# Valley splitting and repopulation under uniaxial stress

In an unstrained cubic semiconductor the conduction-band valleys are related by symmetry, lie at one energy and hold equal numbers of electrons. A uniaxial stress lowers the symmetry, splits the valleys and moves electrons into the lower ones. We derive the splitting and the populations, then apply them to n-Ge under 300 MPa along [111] at 77 K. At each **Predict**, commit to an answer before reading on.

## Premises and conventions

1. The crystal is cubic and obeys Hooke's law. The stress is $\sigma_{jk}=X n_jn_k$ with $\mathbf n$ a unit vector, $X>0$ for tension and $X<0$ for compression.
2. The strain is the tensor $e_{jk}=\tfrac12(\partial_ju_k+\partial_ku_j)$. The Voigt constants $C_{44}$ and $S_{44}$ refer to the engineering shear $2e_{xy}$.
3. Each valley minimum is nondegenerate apart from spin, and its energy shifts linearly in $e$.
4. Si has six $\Delta$ valleys on the $\langle100\rangle$ axes. Ge has four L valleys on the $\langle111\rangle$ axes: the eight zone-face points pair up, since opposite ones differ by a reciprocal-lattice vector.
5. Valleys are parabolic, with masses $m_l$, $m_t$ unchanged by strain.
6. All valleys share one Fermi level $E_F$ and the lattice temperature $T$.

## Step 1. The form of the shift

By premise 3, $\delta E_i=\sum_{jk}\Xi^{(i)}_{jk}e_{jk}$ with a symmetric tensor $\Xi^{(i)}$. The minimum may also move in $\mathbf k$, but the energy is stationary there, so that motion costs energy only in second order.

**Predict:** a symmetric tensor has six components. How many survive the symmetry of the valley?

Two. The valley axis $\mathbf a_i$ (a unit vector) is a fourfold axis for $\Delta$ and a threefold axis for L, and the rotation maps the valley onto itself, so $\Xi^{(i)}$ is invariant under it. The components linking the axis to the transverse plane form a transverse vector, which the rotation cannot leave fixed, so they vanish. The traceless part of the transverse $2\times2$ block turns through twice the rotation angle, $180^\circ$ or $240^\circ$, so it vanishes too. What remains is $\Xi^{(i)}=\Xi_d\mathbb 1+\Xi_u\mathbf a_i\mathbf a_i$, in the notation of Herring and Vogt (1956):

$$\delta E_i=\Xi_d\,\mathrm{Tr}\,e+\Xi_u\,\mathbf a_i\cdot e\cdot\mathbf a_i .\tag{1}$$

Cubic symmetry gives all valleys of a family the same $\Xi_d$ and $\Xi_u$. In the diamond structure a shear also displaces the two sublattices against each other. That displacement is linear in $e$ and is counted inside $\Xi_u$.

## Step 2. Strain from stress

Hooke's law in the cube axes reads

$$e_{xx}=S_{11}\sigma_{xx}+S_{12}(\sigma_{yy}+\sigma_{zz}),\qquad 2e_{xy}=S_{44}\sigma_{xy},$$

and cyclically. The $3\times3$ block of normal stiffnesses has the eigenvector $(1,1,1)$ with eigenvalue $C_{11}+2C_{12}$ and two traceless eigenvectors with eigenvalue $C_{11}-C_{12}$. The inverse matrix has the inverse eigenvalues:

$$S_{11}+2S_{12}=\frac1{C_{11}+2C_{12}},\qquad S_{11}-S_{12}=\frac1{C_{11}-C_{12}},\qquad S_{44}=\frac1{C_{44}} .$$

Insert $\sigma_{jk}=Xn_jn_k$ and use $n_y^2+n_z^2=1-n_x^2$:

$$e_{xx}=X\left[S_{12}+(S_{11}-S_{12})n_x^2\right],\qquad e_{xy}=\tfrac12S_{44}X\,n_xn_y .\tag{2}$$

Summing the diagonal gives $\mathrm{Tr}\,e=(S_{11}+2S_{12})X$ for every direction $\mathbf n$. The factor $\tfrac12$ in $e_{xy}$ comes from premise 2, and dropping it doubles the L splitting.

## Step 3. The two valley families

**Predict:** which compliance governs the $\Delta$ valleys, and which the L valleys?

For a $\Delta$ valley along $x$, $\mathbf a\cdot e\cdot\mathbf a=e_{xx}$ and no shear component enters. Subtract $\tfrac13\mathrm{Tr}\,e$ from (2), using $S_{12}-\tfrac13(S_{11}+2S_{12})=-\tfrac13(S_{11}-S_{12})$:

$$\delta E_i^{\Delta}=\left(\Xi_d+\tfrac13\Xi_u\right)\mathrm{Tr}\,e+\Xi_u(S_{11}-S_{12})X\left[(\mathbf a_i\cdot\mathbf n)^2-\tfrac13\right].\tag{3}$$

For an L valley every $a_j^2$ equals $\tfrac13$, so the diagonal strains contribute $\tfrac13\mathrm{Tr}\,e$. The off-diagonal ones contribute

$$\sum_{j\ne k}a_ja_ke_{jk}=\tfrac12S_{44}X\Big[(\mathbf a\cdot\mathbf n)^2-\sum_ja_j^2n_j^2\Big]=\tfrac12S_{44}X\left[(\mathbf a\cdot\mathbf n)^2-\tfrac13\right].$$

Hence

$$\delta E_i^{L}=\left(\Xi_d+\tfrac13\Xi_u\right)\mathrm{Tr}\,e+\tfrac12\Xi_uS_{44}X\left[(\mathbf a_i\cdot\mathbf n)^2-\tfrac13\right].\tag{4}$$

In each formula $\Xi_d$ and $\Xi_u$ belong to that family. The first term is common to all valleys of the family. The second sums to zero over the family, because the average of $\mathbf a_i\mathbf a_i$ over a cubic star is $\tfrac13\mathbb 1$. The first term therefore moves the centroid and the second splits the valleys about it.

**Predict:** find a stress direction that leaves each family unsplit.

Stress along [111] gives $(\mathbf a\cdot\mathbf n)^2=\tfrac13$ for all $\Delta$ valleys, and stress along [100] does the same for all L valleys.

## Step 4. The splittings

*$\Delta$ valleys, stress along [100].* The two valleys on the stress axis have $(\mathbf a\cdot\mathbf n)^2=1$ and the four others have 0. The brackets in (3) are $+\tfrac23$ and $-\tfrac13$, which differ by 1:

$$D_\Delta=\Xi_u(S_{11}-S_{12})|X| .\tag{5}$$

*L valleys, stress along [111].* The valley on the axis has $\mathbf a\cdot\mathbf n=1$. A valley such as $(1,1,-1)/\sqrt3$ has $\mathbf a\cdot\mathbf n=\tfrac13$, and so $(\mathbf a\cdot\mathbf n)^2=\tfrac19$.

**Predict** the two shifts from the centroid and their difference.

The brackets in (4) are $\tfrac23$ and $-\tfrac29$. The shifts are $+\tfrac13\Xi_uS_{44}X$ for the single valley and $-\tfrac19\Xi_uS_{44}X$ for each of the other three, which sum to zero as required. The splitting is

$$D_L=\tfrac49\,\Xi_uS_{44}|X| .\tag{6}$$

We take $\Xi_u>0$, the typical sign for the $\Delta$ valleys of Si and the L valleys of Ge. Compression then lowers the valleys on the stress axis: the single Ge valley falls by $\tfrac34D_L$ and the three rise by $\tfrac14D_L$. Tension reverses the order.

## Step 5. Populations

With spin included, valley $i$ with edge $E_i$ holds

$$n_i=\frac{2}{(2\pi)^3}\int\frac{d^3k}{e^{(E_i+\varepsilon_{\mathbf k}-E_F)/kT}+1},\qquad \varepsilon_{\mathbf k}=\frac{\hbar^2k_\parallel^2}{2m_l}+\frac{\hbar^2k_\perp^2}{2m_t}.$$

Scaling each component of $\mathbf k$ by the root of its mass makes the ellipsoid a sphere of mass $m_d=(m_lm_t^2)^{1/3}$. Then $n_i=N_0\mathcal F_{1/2}(\eta_i)$, where

$$\eta_i=\frac{E_F-E_i}{kT},\quad N_0=2\left(\frac{m_dkT}{2\pi\hbar^2}\right)^{3/2},\quad \mathcal F_{1/2}(\eta)=\frac2{\sqrt\pi}\int_0^\infty\frac{\sqrt x\,dx}{e^{x-\eta}+1}.$$

$N_0$ is the effective density of states of one valley and is the same for all. Expanding the Fermi function in powers of $e^{\eta-x}$ for $\eta<0$ gives $\mathcal F_{1/2}=e^\eta-2^{-3/2}e^{2\eta}+\dots$ The nondegenerate limit keeps the first term, $n_i=N_0e^{\eta_i}$.

**Predict:** does the ratio of group populations depend on doping, on $\Xi_d$ or on the masses?

On none of them, since $E_F$, the centroid shift and $N_0$ cancel. For $g_a$ valleys lying $D$ below $g_b$ others the group totals obey $n_{(a)}/n_{(b)}=(g_a/g_b)e^{D/kT}$. Under compression,

$$\text{Si, [100]:}\quad\frac{n_{(2)}}{n_{(4)}}=\frac12e^{D_\Delta/kT},\qquad \text{Ge, [111]:}\quad\frac{n_{(1)}}{n_{(3)}}=\frac13e^{D_L/kT},\tag{7}$$

and under tension the exponents change sign. For Ge put $\delta=D_L/kT$ and $n=n_{(1)}+n_{(3)}$. The fraction in the lowered valley and the Fermi level follow from $n=N_0e^{\eta_1}(1+3e^{-\delta})$:

$$f_1=\frac1{1+3e^{-\delta}},\qquad E_1-E_F=kT\ln\frac{N_0(1+3e^{-\delta})}{n}.\tag{8}$$

At fixed $n$, stress brings $E_F$ closer to the lowest edge by $kT\ln[4/(1+3e^{-\delta})]$, at most $kT\ln4$.

Keeping the second term of $\mathcal F_{1/2}$, and replacing $e^{\eta_i}$ by $n_i/N_0$ in the correction,

$$\frac{n_{(1)}}{n_{(3)}}\simeq\frac13e^{\delta}\left[1-\frac{n_{(1)}-n_{(3)}/3}{2^{3/2}N_0}\right].\tag{9}$$

Degeneracy reduces the ratio, because the lower valley feels the exclusion principle first.

## Step 6. Is $n$ itself fixed?

**Predict:** the effective density of states at the lowest edge falls from $4N_0$ toward $N_0$. Do shallow donors recapture electrons?

Take an effective-mass donor with no coupling between valleys. Each valley carries its own ground level at $E_i-E_d$, with two spin states, and the donor holds at most one electron. The ratio of neutral to ionised donors is the sum of Gibbs factors,

$$\frac{N_D^0}{N_D^+}=2\sum_ie^{(E_F-E_i+E_d)/kT}=\frac{2n}{N_0}e^{E_d/kT}.$$

With compensating acceptors $N_A$, all ionised, neutrality reads $N_D^+=n+N_A$, so

$$\frac{n(n+N_A)}{N_D-N_A-n}=\frac{N_0}2e^{-E_d/kT}.\tag{10}$$

The stress has dropped out, because bound and free states lose their valley degeneracy together. Excited donor levels add terms of the same form and leave this conclusion intact. The central cell spoils it. A coupling $-\Delta_c$ between each pair of valleys gives, at zero stress, a singlet at $-3\Delta_c$ and a triplet at $+\Delta_c$ about the uncoupled level. This multiplies $N_D^0/N_D^+$ by $\tfrac14(e^{3\Delta_c/kT}+3e^{-\Delta_c/kT})$, a factor that tends to 1 when $D_L\gg\Delta_c$. Result (7) holds whatever $n$ does.

## Range of validity

- *Nondegeneracy.* By (9), $n_{(1)}\ll2^{3/2}N_0$, with the one-valley $N_0$. A sample that is nondegenerate without stress can become degenerate under it.
- *Small strain.* Terms quadratic in $e$, from the lattice and from the bands, are dropped. A relative change $r$ of $D$ changes the ratio by the factor $e^{r\delta}$, so the ratio is $\delta$ times more sensitive than the splitting.
- *Fixed masses.* A relative difference $\mu$ between the masses $m_d$ of the two groups changes the ratio by $\tfrac32\mu$.
- *One family.* Other minima must stay many $kT$ above the lowest edge.
- *Equilibrium.* Fields must not heat the electrons, and the stress must be uniform and slow compared with intervalley scattering.
- *Isolated donors.* Equation (10) fails once an impurity band forms.

## Illustration: n-Ge, 300 MPa compression along [111], 77 K

The elastic constants are the compiled values $C_{11}=129$, $C_{12}=48$, $C_{44}=67$ GPa (Råsander 2015, temperature not stated). As typical approximate inputs take $\Xi_u=16$ eV, $m_l=1.59\,m_0$, $m_t=0.082\,m_0$ and $E_d=10$ meV, and assume $N_D=10^{15}$ cm$^{-3}$, $N_A=0$. Splitting and populations are computed from unrounded intermediates.

*Strain.* With $X=-0.3$ GPa and $C_{11}+2C_{12}=225$ GPa, $\mathrm{Tr}\,e=-1.3\times10^{-3}$ and $S_{44}X=-4.5\times10^{-3}$. The strain along the axis is $\tfrac13(\mathrm{Tr}\,e+S_{44}X)=-1.9\times10^{-3}$.

*Splitting.* Equation (6) gives $D_L=32$ meV. The [111] valley lies 24 meV below the centroid and the other three lie 8 meV above it.

**Predict:** $kT=6.64$ meV. What share of the electrons sits in the single valley?

Here $\delta=4.8$ and $e^\delta=1.2\times10^2$, so $n_{(1)}/n_{(3)}=40$ and $f_1=0.976$, against $\tfrac14$ without stress. At fixed $n$, $E_F$ comes 9 meV closer to the lowest edge and so falls by 15 meV relative to the centroid. The same tension would give $n_{(1)}/n_{(3)}=0.0027$. The same compression at 300 K, where $kT=25.9$ meV and $\delta=1.2$, would give only $f_1=0.53$.

*Statistics.* With $m_d=0.22\,m_0$, $N_0=3.4\times10^{17}$ cm$^{-3}$. The correction in (9) is 0.1 per cent here and reaches 10 per cent near $n_{(1)}=1.0\times10^{17}$ cm$^{-3}$. In (10), $e^{E_d/kT}=4.5$ and $n/N_D=0.97$. Each excited donor level adds a weight above 1 to that 4.5, so a handful of them would double the neutral share, which stays at a few per cent. An illustrative singlet–triplet splitting $4\Delta_c=4$ meV gives the central-cell factor 1.04, so stress alters that small neutral share by only a few per cent of itself.

*Other minima.* The compiled direct gap of 0.8 eV (Waroquiers 2013) and fundamental gap of 0.66 eV (Wing 2021) put $\Gamma$ about 0.14 eV above L near room temperature. Used at 77 K, this is $21\,kT$, a Boltzmann factor of $7\times10^{-10}$. The $\Delta$ minima lie typically about 0.2 eV above L and stay unsplit. Volume shifts, of order 10 eV times $|\mathrm{Tr}\,e|$ or 13 meV, leave both families empty.

*Neglected terms and inputs.* If third-order elastic constants are taken as roughly ten times the second-order ones, the nonlinear change of strain is about 2 per cent, which shifts $\delta$ by 0.09 and the ratio by about 10 per cent. The mass change is of order $D_L$ divided by the direct gap at L, typically 2 eV, that is 1.6 per cent, or 2 per cent in the ratio. Each per cent in $C_{44}$ is worth 5 per cent in the ratio. The dominant uncertainty is $\Xi_u$: the values 15 and 17 eV give ratios of 30 and 55, with $f_1=0.97$ and $0.98$. The model's result is thus a splitting near 32 meV, a population ratio of about 40 known to within a few tens of per cent, and a single valley holding 97 to 98 per cent of the free electrons, with its heavy mass $m_l$ along the stress axis.